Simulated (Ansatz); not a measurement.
# Ligand exchange: BH(CH3)F + SiH3(GeH3) → BH(CH3)(SiH3) + GeH3F

Species: BH(CH3)F, singlet; SiH3(GeH3), singlet; BH(CH3)(SiH3), singlet; GeH3F (fluorogermane) `[F][GeH3]`, singlet. The partners trade F for SiH3: B–F and Ge–SiH3 bonds give way to B–SiH3 and Ge–F.

Shapes, held fixed at every level: PBE0-D4/def2-TZVP. Programs: Ansatz 0.2.0. The zero-point and thermal change to 298 K, harmonic and unscaled (PBE0-D4/def2-TZVP), is -2.9 kJ/mol.

```
                level                   kind  ΔH(298 K) (kJ/mol)  less CCSD(T)/def2-TZVPP
          HF/def2-SVP           Hartree–Fock              +137.4                     +1.8
  BHLYP-D4/def2-TZVPP          global hybrid              +135.8                     +0.2
r2SCAN0-D4/def2-TZVPP          global hybrid              +139.4                     +3.8
    B2PLYP/def2-TZVPP          double hybrid              +135.0                     -0.6
         MP2/def2-SVP    perturbation theory              +146.2                    +10.6
     CCSD(T)/def2-SVP  coupled cluster or CI              +144.8                     +9.2
        CCSD/def2-SVP  coupled cluster or CI              +143.5                     +7.9
   CCSD(T)/def2-TZVPP  coupled cluster or CI              +135.6                      0.0
```

The highest level, CCSD(T)/def2-TZVPP, gives ΔH(298 K) = +135.6 kJ/mol; the levels span +135.0 to +146.2. The column of differences is taken from that level and isn't an error. No measured value is set beside it here. Relativity is left out for Ge unless named. Correlated rows may include outer-core shells of Ge, which these sets cover unevenly.

The exchange is strongly endothermic at every level, so enthalpy favours keeping fluorine on boron and silyl on germanium. The main reason is probably the B–F bond: besides its large ionic contribution, it gains from donation of a fluorine lone pair into the empty boron 2p orbital. Silyl has no lone pair to offer in return, and the strong, polar Ge–F bond lacks an equally good low-lying acceptor orbital, so forming it recovers only part of the loss.

The basis set matters more than the treatment of triples: CCSD(T) falls from +144.8 to +135.6 kJ/mol on going to def2-TZVPP, whereas CCSD and CCSD(T) nearly agree in def2-SVP. In that smaller set correlation raises the reaction enthalpy, so the closeness of Hartree–Fock to the highest level reflects cancellation between missing correlation and basis-set error. The direction of the exchange is secure, but with only two basis sets for CCSD(T), convergence to the basis-set limit isn't shown.
